## Question

In cubic Sn₃Se, one Sn atom of the primitive cell is moved along a cube axis while the other atoms and the cell are held still. The moved atom starts at the centre of a cube of eight Sn atoms, with six Se atoms somewhat farther out along the cube axes. Since the cell repeats, every copy of the atom moves with it, so a whole sublattice slides rigidly against the rest. The energies, forces and pressures come from density functional theory with the PBEsol functional.

One Sn atom in the four-atom cell of D0₃-type Sn₃Se (Fm-3m before the move, cubic a = 7.316 Å, 24.48 Å³ per atom) is moved along [001], all else fixed. The runs used Ansatz 0.2.0 with plane-wave PAW, scalar-relativistic PBEsol, no spin polarisation, a 420 eV cutoff, a 12×12×12 k mesh and 0.15 eV Gaussian smearing. Energies are free energies relative to the undisplaced cell.

```csv
displacement (Å),energy change (eV a cell),force along direction (eV/Å summed over the moved atoms),pressure (GPa)
-0.100,0.015,0.305,0.21
-0.0333,0.002,0.102,0.11
0,0.000,0.000,0.10
0.0167,0.000,-0.051,0.10
0.0500,0.004,-0.153,0.12
0.0667,0.007,-0.204,0.15
0.0833,0.011,-0.255,0.17
```

Write $x$ for the displacement, $E$ for the energy change, $F$ for the force along direction and $P$ for the pressure, which is positive when the cell pushes outward.

(a) Show that the energy and force columns describe one spring, and find its force constant $k$. Account for the energy of 0.000 at 0.0167 Å and for the pressure at zero displacement.

(b) Suppose that $k$ did not depend on the volume of the cell. What would the pressure do as the atom moves? Compare with the row at −0.100 Å.

(c) Find how $k$ must change with volume, and explain in terms of the contacts between atoms why this leaves so little trace in the shape of the well.

(d) At −0.100 Å the compressive stress has risen by 0.156 GPa in each direction across the line of motion, but by only 0.029 GPa along it. What does this say about the spring?

## Model answer

### (a) One spring

The force points back towards the starting site on both sides and grows in proportion to the displacement. At 0.0500 Å it is −0.153 eV/Å; at −0.100 Å, twice as far out on the other side, it is 0.305 eV/Å. A straight line through the origin, fitted by least squares to the forces of all seven rows, gives $k = 3.06$ eV/Å².

A spring with this constant stores

$$E=\tfrac12 kx^2 .$$

The energies follow this formula to within half a percent of their computed values, although only forces entered the fit. Doubling the displacement doubles the force but quadruples the energy, and this is why the energy column seems to start so late. At 0.0167 Å the spring already holds about 0.0004 eV, which the table prints as 0.000.

The largest displacement is negative and the others are unevenly spaced, but neither fact makes the curve lopsided. The starting site is a centre of inversion: each neighbour has a twin at the same distance on the opposite side. A step to the left is therefore equivalent to a step to the right. The undisplaced cell is cubic, and the displaced cells are tetragonal only because the atom has been pushed.

The pressure of 0.10 GPa at zero displacement belongs to the starting cell, which is not quite free of stress. It has no part in the response to the motion and must be subtracted. What remains grows as the square of the displacement: 0.028 GPa at 0.0500 Å and 0.113 GPa at −0.100 Å. At 0.0167 Å the rise is too small to show in the printed pressure.

### (b) A spring that ignores the volume

Pressure measures how the energy responds when the cell is expanded slightly. In that expansion all atoms keep their fractional coordinates, so the displacement is stretched together with the cell and grows as $V^{1/3}$, where $V$ is the cell volume. If $k$ stayed the same, the longer displacement would cost more energy. The displaced atom would then resist expansion and pull the cell inward:

$$\Delta P=-\frac{dE}{dV}=-\frac{2}{3}\,\frac{E}{V}.$$

Here $\Delta P$ is the change of pressure caused by the displacement. For the row at −0.100 Å the energy is 0.0153 eV and the volume is four atoms times 24.48 Å³, or 97.9 Å³. The stored energy per volume is therefore

$$\frac{E}{V}=\frac{0.0153\ \text{eV}}{97.9\ \text{Å}^3}\times160.2\ \frac{\text{GPa}}{\text{eV/Å}^3}\approx0.025\ \text{GPa}.$$

A spring of fixed stiffness would thus lower the pressure by about 0.017 GPa. The calculation gives a rise several times as large. The assumption fails in sign as well as in size, so the spring must become softer when the cell expands.

### (c) A parabola made of uneven contacts

Let the force constant fall with volume as $k\propto V^{-m}$. Expansion now does two things to the stored energy: it lengthens the displacement, which raises the energy, and it softens the spring, which lowers it. Together they give

$$\Delta P=\frac{E}{V}\left(m-\frac{2}{3}\right).$$

At −0.100 Å the ratio of the pressure rise to the stored energy per volume is $0.113/0.025\approx4.5$, so $m\approx5.2$. One percent more volume would weaken the spring by about five percent. This row is not a separate test of the formula, because $m$ is obtained from it. A least-squares fit of $\Delta P$ to a pure square of the displacement over all seven rows gives the same $m$, and it reproduces each pressure rise to about 0.0001 GPa. The pressure thus keeps a fixed ratio to the stored energy along the whole scan.

The reason lies in how atoms resist being moved together or apart. A shortened contact usually pushes back harder than an equally lengthened one pulls, because repulsion rises steeply at short range. When the Sn atom moves by 0.1 Å, four of its Sn contacts shrink from 3.17 to 3.11 Å and the four opposite ones grow to 3.23 Å. Each contact taken alone is lopsided.

In the energy this lopsidedness cancels. The extra cost of a shortened contact is matched, to leading order, by the saving at its lengthened twin, so no term in $x^3$ survives. In the pressure it does not cancel. Compared with ideal springs, the shortened contact pushes outward more strongly and the lengthened one pulls inward more weakly, and both differences favour expansion. Their sum is the same for either sign of $x$ and grows as $x^2$.

The first departure from a parabola that inversion allows is a term in $x^4$, and the scan shows a small one. From 0.0500 Å to 0.100 Å the ratio of force to displacement drops by 0.5 percent. The ratio of energy to squared displacement drops by half as much, which is what a term in $x^4$ requires. The cancellation explains why the departure is of fourth order, but not why this term has the sign it has.

The argument with opposite contacts is theory; the calculation does not divide the pressure among them. Nor are the eight Sn neighbours the whole story. When the Sn atom is displaced, the Se sublattice takes up 42 percent of the balancing force, although its atoms lie farther away. The Se atoms also come in opposite pairs, so the same cancellation applies to them.

### (d) Stretching along the line and across it

The reasoning of part (b) can be repeated for a stretch in one direction only. A stretch across the line leaves the displacement as it is, so the rise in stress across the line comes entirely from the softening of the spring. Dividing 0.156 GPa by the stored energy per volume gives a loss of stiffness of about 6 percent for each percent of stretch.

A stretch along the line also lengthens the displacement, which by itself lowers the stress by $2E/V$. This must be added back before the spring can be judged:

$$\frac{0.0286}{0.0251}+2\approx3.1 .$$

The spring therefore loses only about 3 percent of its stiffness for each percent of stretch along the line, half as much as for a stretch across it. The imbalance in the stress has two sources: the displacement is carried along by one kind of stretch only, and the spring itself is more sensitive to the other kind.

Part of the second source is expected to come from the slant of the Sn contacts, which run along the diagonals of the small cube. A stretch along the line turns them towards the direction of motion, where more of their stiffness acts, and this offsets part of the softening. A stretch across turns them away and adds to it. The two Se neighbours on the line should work in the opposite sense, since a stretch along the line lengthens them most. Turning is also too weak to be the whole reason. Suppose that the Sn contacts resisted only changes of length and made up the entire spring. Simple geometry then gives a difference of 2 percent in stiffness between the two kinds of stretch, for each percent of stretch, whereas the difference found is about 3 percent. The calculation does not separate the contributions, so the rest of the difference remains unexplained.

## Remarks on the reasoning

The tempting mistake is to conclude from a nearly perfect parabola that the bonds are harmonic. The parabola describes the energy at one fixed volume, where inversion hides the leading lopsided term. The pressure asks how that parabola changes with volume, and there the same lopsidedness appears at once. For an atom on such a site, a scan of energy alone is therefore a poor guide to how strongly its motion is coupled to the size of the cell.

The agreement between forces and energies in part (a) deserves less weight than it seems to carry. The force is the slope of the energy, so a sound calculation has to give matching columns. What the match does show is that one constant is enough over the whole range. The evidence for the volume dependence comes from the pressure column, and there the sign already settles the matter before any constant is fitted.

The force constant must be used for what it is. It belongs to a rigid sublattice, not to a single Sn atom shaken in an otherwise quiet crystal. Its positive value shows that this sublattice does not drift off centre within 0.1 Å while the other atoms are held. Whether the crystal is stable against other patterns of motion would need further displacements.

The same care applies to the volume dependence. A vibration frequency goes as the square root of its force constant, so half of $m$, about 2.6, plays the part of a Grüneisen parameter, the usual measure of how frequencies fall as a crystal expands. Its positive sign means that this motion pushes the crystal outward. Thermal expansion is the sum of such pushes over all vibrations, and the scan supplies only one pattern of motion.
